The well of ²Σ⁺ AlS is between 3.5 and 4 eV deep. The three levels of theory disagree by tenths of an eV, and zero-point motion would take off about 0.04 eV. The energy columns count from the separated atoms, so negative means bound. The T1 diagnostic is the norm of the CCSD single-excitation amplitudes divided by the root of the number of correlated electrons; it grows when the UHF orbitals need more repair.

Energy of AlS (doublet, one unpaired σ electron) against bond length, relative to the separated atoms at the same level, computed non-relativistically with PySCF 2.14.0 and the aug-pcseg-1 basis. BHandHLYP and LC-wPBE are unrestricted Kohn-Sham; CCSD starts from UHF and freezes the 1s, 2s and 2p cores of both atoms. The σ/π occupation is held fixed along each curve.

| bond length (Å) | BHandHLYP (eV) | LC-wPBE (eV) | CCSD (eV) | T1 diagnostic |
| --- | --- | --- | --- | --- |
| 1.841 | -3.201 | -3.494 | -2.957 | 0.026 |
| 1.922 | -3.581 | -3.839 | -3.381 | 0.028 |
| 1.984 | -3.708 | -3.937 | -3.533 | 0.029 |
| 2.045 | -3.736 | -3.934 | -3.581 | 0.030 |
| 2.106 | -3.691 | -3.858 | -3.554 | 0.032 |
| 2.188 | -3.556 | -3.680 | -3.436 | 0.037 |
| 2.290 | -3.319 | -3.392 | -3.210 | 0.044 |
| 2.413 | -2.995 | -3.019 | -2.886 | 0.046 |

### 1.841 to 1.922 Å: which level binds most, and where do they differ most?

LC-wPBE lies below BHandHLYP, and BHandHLYP below CCSD, in every row. The spread is widest on this inner wall, where overlap of filled shells drives the energy up. LC-wPBE is 0.537 eV below CCSD at 1.841 Å, and the gap shrinks row by row to 0.133 eV at 2.413 Å. T1 is smallest where the gap is largest, so it gives no sign that a strained CCSD reference causes the spread, though it cannot rule that out.

### 1.984 to 2.106 Å: why do the minima differ?

Fifth-degree polynomials through eight points of each run give the minimum rₑ, depth Dₑ and force constant k. The minima fall at 2.012 Å (LC-wPBE), 2.035 Å (BHandHLYP) and 2.050 Å (CCSD), with Dₑ of 3.947, 3.737 and 3.582 eV. At its minimum CCSD exerts no force, so the slope of the gap there is the whole slope of the DFT curve, and one Newton step gives Δrₑ ≈ −slope/k. For LC-wPBE the slope is (0.404 − 0.304) eV / 0.122 Å = 0.82 eV/Å and k = 23.2 eV/Å², hence −0.035 Å against the actual −0.039 Å. This says that the shorter bond and the wider inner gap are one fact; it names no cause for either.

### Same rows: what does correlation do, and is CCSD the benchmark?

The UHF energies under CCSD, fitted in the same way, have their minimum at 2.021 Å. The correlation energy grows in size by 0.57 eV per Å here, and 0.57/19.5 = 0.029 Å, with k of CCSD in eV/Å², is the outward shift found. A stretched bond brings empty orbitals closer in energy, which is the usual reason; the growth reverses beyond 2.188 Å.

LC-wPBE is 10 % deeper than CCSD and BHandHLYP 4 %, but this does not show overbinding. CCSD without triples in a double-zeta basis usually recovers less correlation in the molecule than it should, so triples and a larger basis should deepen its well, while basis-set superposition works the other way. Spin-orbit coupling would lower the atoms more than a Σ state and trim Dₑ by a few hundredths of an eV (a rough, recalled size). Which column is nearest to nature is untested.

### 2.188 to 2.413 Å: why is the outer wall so soft?

Repulsion decays faster with distance than attraction, and the energy must level off. A parabola with the right k stands 0.59 eV above CCSD at 2.413 Å. The Morse form V = Dₑ(x² − 2x), x = exp[−a(r − rₑ)], has V″(rₑ) = 2Dₑa², so a = √(k/2Dₑ) with nothing left to adjust. For CCSD, a = √(19.5/7.164) = 1.65 Å⁻¹. At 2.413 Å, x = exp(−1.65 × 0.363) = 0.549 and V = 3.582 × (−0.797) = −2.85 eV, 0.03 eV above the table. That row entered the polynomial behind rₑ and k, so the test is not independent.

The misfit is systematic. All three curves drop below this Morse curve in the last three rows, increasingly outward. Morse also ties the anharmonicity to the depth, ωₑxₑ = ωₑ²/4Dₑ, giving 3.14 cm⁻¹ for CCSD where the run has 3.94. Inverting that relation to get a depth from the vibrational constants (Birge-Sponer) falls 14 to 24 % short of Dₑ.

### Same rows: why does T1 climb?

The bond changes character within one symmetry. In BHandHLYP the spin on Al falls from 0.76 to 0.31 across the table and the Mayer bond order from 2.0 to 1.1; LC-wPBE behaves alike, and ⟨S²⟩ stays below 0.79 in both, against the ideal 0.75. That of the UHF reference behind T1 is not given, so spin contamination there may also play a part. In formal terms two structures mix. Al²⁺S²⁻ keeps the odd electron on Al and has four times the Coulomb attraction, which favours it at short range. Al⁺S⁻ has a closed Al 3s² and a σ hole on S, costs far less to form, and takes over on stretching. Computed charges are only 0.4 to 0.7 e, so these are labels. By the same argument oxygen, which sits closer to Al, should leave more of the spin there at equilibrium, provided the stronger attraction outweighs the higher cost of forming O²⁻; this is expected, not computed.

T1 rises fastest, from 0.032 to 0.044, between 2.106 and 2.290 Å, and the spin moves fastest between 2.188 and 2.290 Å. The match is partial, since T1 flattens in the last interval while the DFT spin keeps falling. That this transfer drives T1 and softens the wall is a guess resting on coincidence.

### Beyond 2.413 Å: is the curve heading for neutral atoms?

Not yet. The DFT runs reach 3.17 Å, where BHandHLYP is still at −1.26 eV with Al spin 0.04 and a dipole of 8.4 D, a little over half that of unit charges this far apart; by then its curve lies below LC-wPBE (−1.11 eV). Point charges support the Al⁺S⁻ reading in order of magnitude only. With rough recalled values, 6.0 eV to ionise Al less 2.1 eV regained at S, the ion pair starts 3.9 eV up and gains 4.5 eV of attraction, leaving −0.6 eV. The occupation is held, so the curve follows Σ whether or not the low-lying ²Π state drops beneath it, which is untested.

### All rows: which digits hold?

Rounding leaves an error of up to 0.0005 eV in the energies, but rounding the bond length by 0.0005 Å is worth 0.003 eV on the inner wall. LC-wPBE favours 1.984 over 2.045 Å by only 0.003 eV because the two rows lie at similar distances on either side of its minimum. The two steepest T1 slopes, 0.061 and 0.069 per Å, carry about 0.01 of rounding and cannot be ranked from the table; the unrounded T1 values of the run put the later interval slightly ahead. The atoms are broken-symmetry determinants, which shifts a whole column without changing rₑ or k. For AlS itself, the levels spread over tenths of an eV in depth and a few hundredths of an Å in bond length; that spread is a guide to the doubt, not a bound on the error.
